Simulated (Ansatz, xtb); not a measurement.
**Two isomers of BH8OSi2+**

Structure X is `B[SiH2][OH+][SiH3]`, a singlet and structure Y is `B[O+]([SiH3])[SiH3]`, a singlet. Both are isolated ions in the gas phase, relaxed with B3LYP/6-31G*; the shapes shown needn't be the lowest conformers.

X (Å):

```yaml
atoms:
  - { symbol: B, position_ang: [-1.7217, -1.1378, -1.2966] }
  - { symbol: O, position_ang: [0.2640, 0.6587, 0.3628] }
  - { symbol: Si, position_ang: [-0.8828, 0.6812, -1.0876] }
  - { symbol: Si, position_ang: [0.0246, 0.0438, 2.0446] }
  - { symbol: H, position_ang: [-2.4131, -1.3116, -2.2492] }
  - { symbol: H, position_ang: [-1.5581, -2.0164, -0.5104] }
  - { symbol: H, position_ang: [0.0886, 1.0905, -2.1244] }
  - { symbol: H, position_ang: [-1.8105, 1.7783, -0.7368] }
  - { symbol: H, position_ang: [1.1204, 1.0980, 0.1962] }
  - { symbol: H, position_ang: [0.6971, -1.2649, 2.0833] }
  - { symbol: H, position_ang: [-1.4437, -0.0169, 2.1193] }
  - { symbol: H, position_ang: [0.6572, 1.0847, 2.8714] }
```

Y (Å):

```xyz
12

B    -0.8499   -1.3464   -0.7203
O    -0.5858   -0.1678    0.0244
Si   -1.7701    1.2267   -0.1662
Si    0.8640   -0.0014    1.1405
H    -0.0909   -2.2454   -0.6003
H    -1.8194   -1.3196   -1.4029
H    -1.6899    1.5572   -1.5963
H    -1.1743    2.2257    0.7363
H    -3.0478    0.6618    0.2914
H     1.5332   -1.3012    1.0030
H     0.2392    0.2593    2.4475
H     1.5824    1.1492    0.5690
```

Question: Which of the two would you expect CCSD(T)/def2-SVP + ΔMP2/def2-TZVPP electronic energies to favour?

Answer: Structure Y; the calculation gives E(Y) − E(X) = −31.0 kcal/mol.

The same difference at several levels:

```tsv
level	geometry	E(Y) − E(X) (kcal/mol)	departure from the last row (kcal/mol)	job, with rough time for the two
GFN2-xTB	GFN2-xTB	−39.0	−8.0	optimisation, 2.1 s
HF/STO-3G	GFN2-xTB	−40.0	−9.0	single point, 1.4 s
r2SCAN-D4/def2-SVP	GFN2-xTB	−30.2	+0.8	single point, 12 s
B3LYP/6-31G*	B3LYP/6-31G*	−31.7	−0.8	optimisation, 5.6 min
HF/def2-SVP	B3LYP/6-31G*	−31.0	0.0	part of the CCSD(T) run
MP2/def2-SVP	B3LYP/6-31G*	−33.0	−2.0	part of the CCSD(T) run
CCSD(T)/def2-SVP	B3LYP/6-31G*	−31.9	−1.0	single point
CCSD(T)/def2-SVP + ΔMP2/def2-TZVPP	B3LYP/6-31G*	−31.0		single point, 92 s
```

As drawn, Y has 1 B–O, 1 Si–H in place of 1 B–Si, 1 O–H.

None of the levels shown reverses the order. The largest departure from CCSD(T)/def2-SVP + ΔMP2/def2-TZVPP is that of HF/STO-3G, 9.0 kcal/mol. The last row adds to CCSD(T) the change of the MP2 difference between the two basis sets, here +1.0 kcal/mol.

With harmonic frequencies from B3LYP/6-31G* (ideal gas, rigid rotor, one conformer each, 298.15 K, 1 atm): on the last row, ΔE + ΔZPE = −30.6 kcal/mol. A mode under 50 cm⁻¹ makes harmonic enthalpies and free energies unreliable, so none is given.

The correlated steps freeze 12 core orbitals. Programs: Ansatz 0.2.0, xtb 6.7.1; the last row on 1 thread of AMD EPYC (Zen 3) on a shared host.

Y is favoured by 31.0 kcal/mol, chiefly because of which atoms are bonded to each other. X pairs a weak B–Si bond with a strong O–H bond, while Y has a very strong, polar B–O bond and an Si–H bond. The gain at boron evidently outweighs the loss of O–H. Y also places the electron-deficient boron next to an oxygen lone pair. The oxygen is essentially planar and the BH2 group lies in the same plane, so the lone pair can donate into the empty boron p orbital, though probably less than in a neutral borane ether because the oxygen is an oxonium centre. In X, boron has only silicon as its heavy neighbour and lacks this direct π donation.

The preference is already present at Hartree–Fock level, so it does not depend on electron correlation. The exact match between HF/def2-SVP and the final value is nevertheless a cancellation: correlation favours Y slightly, and the basis-set correction takes that back. The energy difference says nothing about the barrier to rearrangement, so X could still be kinetically persistent.
